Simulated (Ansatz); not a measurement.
## A series in volume scale on Cu

All results are calculated (Ansatz 0.2.0). Free energy against uniform scaling of the volume at fixed shape and fractions; periodic cell, basis, potentials, k mesh and filling as listed.

The cell before it is scaled or strained (space group P6_3/mmc, No. 194):
```
CELL_PARAMETERS angstrom
2.53410 0.00000 0.00000
-1.26700 2.19460 0.00000
0.00000 0.00000 4.11260
ATOMIC_POSITIONS crystal
Cu 0.33333 0.66667 0.25000
Cu 0.66667 0.33333 0.75000
```

Settings of every row: functional PBEsol; dispersion none; potentials all-electron LAPW; k mesh 13x13x7; k shift 0x0x0; occupations fermi dirac; smearing width 0.05 eV; spin none.

Limits: coarse k mesh, up to 40 meV an atom off; the cell comes from a prototype or a list of computed structures and needn't be the stable phase.

```
row  volume scale  V (Å³/atom)  energy above lowest point (meV/atom)
  1          0.94        10.75                                  15.8
  2          0.96       10.978                                     5
  3          0.98       11.207                                     0
  4             1       11.436                                   0.2
  5          1.02       11.664                                   4.9
  6          1.04       11.893                                     ?
  7          1.06       12.122                                  25.9
```

Question: what energy above lowest point should row 6 give?

Worked fit of energy above lowest point. Take u = (V_r/V)^(2/3) − 1 with V_r = 11.322 Å³ an atom, which is twice the finite (Eulerian) strain; such expansions in the strain, on which the Birch-Murnaghan equation of state is built, carry the rest volume and the bulk modulus. The shown rows have u = 0.03517, 0.02078, 0.00683, -0.00666, -0.01964, -0.0445. Least squares give energy above lowest point = −0.5 − 16.4 × u + 13347 × u² + 8600 × u³ meV/atom; a parabola predicts inner rows, each left out in turn, worse (root mean square 0.17 against 0.011 meV/atom). All shown rows lie on it to the printed digit. Its lowest point lies at u = 0.0006, or V = 11.31 Å³ an atom, and the curvature there gives the bulk modulus at fixed shape and fractions, B = (4/9)(1 + u)² E″(u)/V = 168 GPa. Letting shape and atoms relax would as a rule lower it, by much in layered, chain or molecular crystals. The withheld row has u = -0.03227, so the fit gives −0.5 − 16.4 × (-0.03227) + 13347 × (-0.03227)² + 8600 × (-0.03227)³ = 13.6 meV/atom.

The calculation gave 13.6 meV/atom. The fit meets it to the printed digit.
